Removing one electron from an atom costs the ionisation energy $I$, while adding one releases the electron affinity $A$, usually much less. Plotted against the number of electrons, the energy therefore falls with slope $-I$ up to the neutral atom and with slope $-A$ beyond it. In the exact theory these are two straight lines that meet in a kink. A functional that instead draws a smooth, upward-bending curve through much the same energies has only one slope at the neutral atom, and it lies between the two.

Single free atoms in a periodic box of 15 × 15.5 × 16 Å, calculated with Ansatz 0.2.0 (PBE, plane-wave PAW, scalar-relativistic, collinear spin, 420 eV cutoff, Γ point only, Gaussian smearing of 0.005 eV, symmetry switched off). The energy over elements is relative to the elements' standard states in the same functional.

| species | starting moment | energy over elements (eV/atom) | spin moment (μB) | level gap (eV) |
| --- | --- | --- | --- | --- |
| B | 1 μB | 6.248 | 1.00 | 0.546 |
| C | 2 μB | 7.863 | 2.00 | 0.513 |
| Co | 3 μB | 5.022 | 3.00 | 0.286 |
| Cu | 1 μB | 3.525 | 1.00 | 0.834 |
| Ru | 4 μB | 6.761 | 4.00 | 0.827 |
| Si | 2 μB | 4.557 | 2.00 | 0.242 |

This matters because a Kohn–Sham level is such a slope: it is the change of the energy with the occupation of its orbital. The level gap, the distance from the highest filled to the lowest empty level, is below 1 eV in every row. Rough measured values of $I-A$ for these atoms are 6 to 10 eV. An engineer who read the gap as the cost of moving an electron from one such atom to another far away would be wrong by a factor of about eight at best.

The small gap alone does not convict PBE, however. Even the exact Kohn–Sham levels of a neutral atom need not lie $I-A$ apart, because the exact potential jumps by a constant when the electron number passes an integer. The telling number is the position of the highest filled level, which in the exact theory lies at $-I$. The same calculations put it 3 to 5 eV higher than that, and this error does belong to the functional.

Its origin shows in the limiting case of a single electron in one orbital, filled to a fraction $f$. The electron cloud repels itself with an energy $Uf^2$, where $U$ is the self-repulsion at full filling, and exact exchange cancels this at every $f$. Exchange in a simple local-density form grows only as $f^{4/3}$ if the orbital keeps its shape; PBE's gradient correction changes this law but does not cure it. Suppose that the cancellation is perfect at $f=1$. The energy error $U(f^2-f^{4/3})$ is then zero there, but its slope is $U(2-4/3)=2U/3$, so a correct total energy goes with a level that is far too high.

Between empty and full, the same error makes the energy sag below the straight line. In an atom with many electrons the sag on both sides of the neutral state smooths most of the kink away, and the small level gap is what remains of it. The simplest smooth curve is a parabola through the energies of cation, neutral atom and anion. With $x$ electrons added to the neutral energy $E_0$, it reads

$$E(x)=E_0-\frac{I+A}{2}\,x+\frac{I-A}{2}\,x^2 .$$

Setting $x=-1$ gives $E_0+I$ and $x=1$ gives $E_0-A$, as required. At $x=0$ the slope is $-(I+A)/2$, halfway between the two exact slopes, and both frontier levels should lie near it. For silicon, with rough values of 8.2 eV for $I$ and 1.4 eV for $A$, the estimate is $-(8.2+1.4)/2=-4.8$ eV. The calculated highest filled level lies at $-4.5$ eV.

The parabola has no adjustable constant and meets the highest filled levels of all six atoms with a typical miss of 0.2 eV, as the output below shows. It also explains why carbon, which has the largest $I$ and nearly the largest $A$, has the deepest level. The carbon run carries a warning that its state may not be the lowest, though its occupations and moment are those expected. The test is a rough one, since $I$ and $A$ are rounded measured values and the levels are counted from the average potential of the box, about 0.1 eV from the vacuum. No charged atoms were calculated, so the smooth curve itself is argued from theory.

Copper fits worst: its highest filled level lies 0.4 eV below the parabola slope. The order of its levels is wrong as well. Its gap runs from the filled 3d to the empty 4s level of the minority spin, whereas a real copper atom loses its 4s electron first. Self-repulsion is stronger in a compact orbital, so PBE pushes 3d up further than 4s. This upward push can't explain the misfit, though, since the level lies too deep for the parabola and the filled 4s level lies no higher. The parabola slope falls between the filled and the empty 4s level, which differ in spin; a single smooth curve takes no account of that splitting, and this may be part of the cause. PBE's own $I$ and $A$, which the parabola strictly needs, may also differ from the measured ones.

In boron, carbon and silicon the gap that remains divides a partly filled p shell within one spin. In a spherical atom these p levels would coincide. The calculation places the electrons in particular p orbitals, the density loses its spherical shape, and the levels split. This gap of 0.2 to 0.5 eV is thus a mark of the chosen density and no excitation energy.

The energy over elements, here the energy needed to turn the solid element into free atoms, rests on total energies and fares much better. It agrees with rough measured values to within about 8% except for cobalt, where it is about 14% too high. Part of that excess may come from the atom, whose mixed s–d orbitals leave its state uncertain, and from the missing spin–orbit coupling. For an ionisation energy, too, the sound route is a difference of total energies between atom and ion, not a reading of the levels.

Output of the analysis:

```
Levels and parabola, eV:
  row  highest filled  lowest empty  minus I  parabola slope  slope less filled
    B          -4.136         -3.59     -8.3           -4.29            -0.1539
    C          -6.066        -5.553      -11           -6.15           -0.08408
   Co           -4.18        -3.894     -7.9           -4.28           -0.09981
   Cu          -4.847        -4.013     -7.7           -4.45             0.3969
   Ru          -4.151        -3.324     -7.4            -4.2           -0.04926
   Si          -4.538        -4.296     -8.2            -4.8            -0.2617
Gaps and shifts, eV:
  row  level gap  I less A  ratio  filled too high by  half of I less A  empty below minus A by
    B      0.546      8.02  14.69               4.164              4.01                    3.31
    C      0.513       9.7  18.91               4.934              4.85                   4.253
   Co      0.286      7.24  25.31                3.72              3.62                   3.234
   Cu      0.834       6.5  7.794               2.853              3.25                   2.813
   Ru      0.827       6.4  7.739               3.249               3.2                   2.324
   Si      0.242       6.8   28.1               3.662               3.4                   2.896
Cohesion, eV per atom:
  row  calculated  recalled  difference  percent
    B       6.248       5.8       0.448    7.724
    C       7.863       7.4       0.463    6.257
   Co       5.022       4.4       0.622    14.14
   Cu       3.525       3.5       0.025   0.7143
   Ru       6.761       6.7       0.061   0.9104
   Si       4.557       4.6      -0.043  -0.9348
rms miss of minus I against highest filled level, eV: 3.822
rms miss of parabola slope against highest filled level, eV: 0.2118
rms miss of parabola slope against middle of the two levels, eV: 0.346
fitted constant fraction of I: 0.552
rms miss of constant fraction against highest filled level, eV: 0.314
rough offset of box average from vacuum, eV: 0.08107
```
